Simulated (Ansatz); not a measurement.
## AlRu: the change of phonon entropy and phonon heat capacity with temperature

All results are calculated (Ansatz 0.2.0). Harmonic phonon free energy (zero-point part included), entropy and heat capacity at constant volume from interpolated force constants; periodic cell, basis, potentials, k mesh and filling as listed.

Structure of every row (space group Pm-3m, No. 221):
```
CELL_PARAMETERS angstrom
2.99160 0.00000 0.00000
0.00000 2.99160 0.00000
0.00000 0.00000 2.99160
ATOMIC_POSITIONS crystal
Al 0.00000 0.00000 0.00000
Ru 0.50000 0.50000 0.50000
```

Settings of every row: functional PBEsol; dispersion D4; potentials PAW; wave cutoff 544.23 eV; density cutoff 2176.9 eV; k mesh 10x10x10; k shift 0x0x0; occupations cold; smearing width 0.3 eV; spin none; xc grid level 2; SCF threshold exponent -5; phonon method finite displacements; phonon supercell 2x2x2; dipole term of polar modes left out.

Limits: coarse k mesh, up to 40 meV an atom off; loose SCF threshold; small supercell for force constants; volume not checked for rest; wide smearing.

```csv
row,temperature (K),phonon entropy (k_B/atom),phonon heat capacity (k_B/atom),phonon free energy (meV/atom)
1,160,1.589,2.087,34.97
2,240,2.531,2.521,20.65
3,320,3.286,2.713,0.51
4,400,3.903,2.811,-24.34
5,480,4.42,2.866,-53.08
6,560,?,?,?
7,640,5.254,2.923,-120.02
8,720,5.599,2.939,-157.46
9,800,5.909,2.95,-197.14
10,880,6.191,2.959,-238.87
11,960,6.449,2.965,-282.45
```

Question: what phonon entropy and phonon heat capacity should row 6 give?

Worked fit of phonon entropy. Entropy rises as the heat capacity times the change of ln T, so take t = ln(T / 300 K). The shown rows have t = -0.6286, -0.2231, 0.0645, 0.2877, 0.47, 0.7577, 0.8755, 0.9808, 1.0761, 1.1632. Least squares give phonon entropy = 3.1304 + 2.61641 × t + 0.21665 × t² k_B/atom; a straight line predicts inner rows, each left out in turn, worse (root mean square 0.057 against 0.018 k_B/atom). The rows lie off it by 0.018, -0.026, -0.014, 0.002, 0.012, 0.017, 0.012, 0.004, -0.006, -0.018 (root mean square 0.015 k_B/atom), a smooth pattern that one more power would take up: the form is only approximate. The slope at t = 0, 2.62 k_B/atom, estimates the heat capacity at 300 K. The withheld row has t = 0.6242, so the fit gives 3.1304 + 2.61641 × (0.6242) + 0.21665 × (0.6242)² = 4.848 k_B/atom.

The calculation gave 4.865 k_B/atom. The fit lies 0.017 k_B/atom (0.35 % of the column's range) below it; its largest miss of a shown row is 0.026 k_B/atom.

Worked fit of phonon heat capacity. At high temperature a harmonic heat capacity falls short of its limit by a term in 1/T², so take t = (100 K / T)². The shown rows have t = 0.39062, 0.17361, 0.09766, 0.0625, 0.0434, 0.02441, 0.01929, 0.01562, 0.01291, 0.01085. Least squares give phonon heat capacity = 2.9977 − 3.0941 × t + 1.9541 × t² k_B/atom; a straight line predicts inner rows, each left out in turn, worse (root mean square 0.026 against 0.0017 k_B/atom). The rows lie off it by 0.000, 0.002, -0.001, -0.001, -0.001, 0.000, 0.000, 0.000, 0.001, 0.001. The constant, 2.9977 k_B/atom, is to be held against the harmonic limit of 3 k_B an atom. The withheld row has t = 0.03189, so the fit gives 2.9977 − 3.0941 × (0.03189) + 1.9541 × (0.03189)² = 2.901 k_B/atom.

The calculation gave 2.901 k_B/atom. The fit meets it to the printed digit.

The other values of row 6: phonon free energy -85.12 meV/atom.
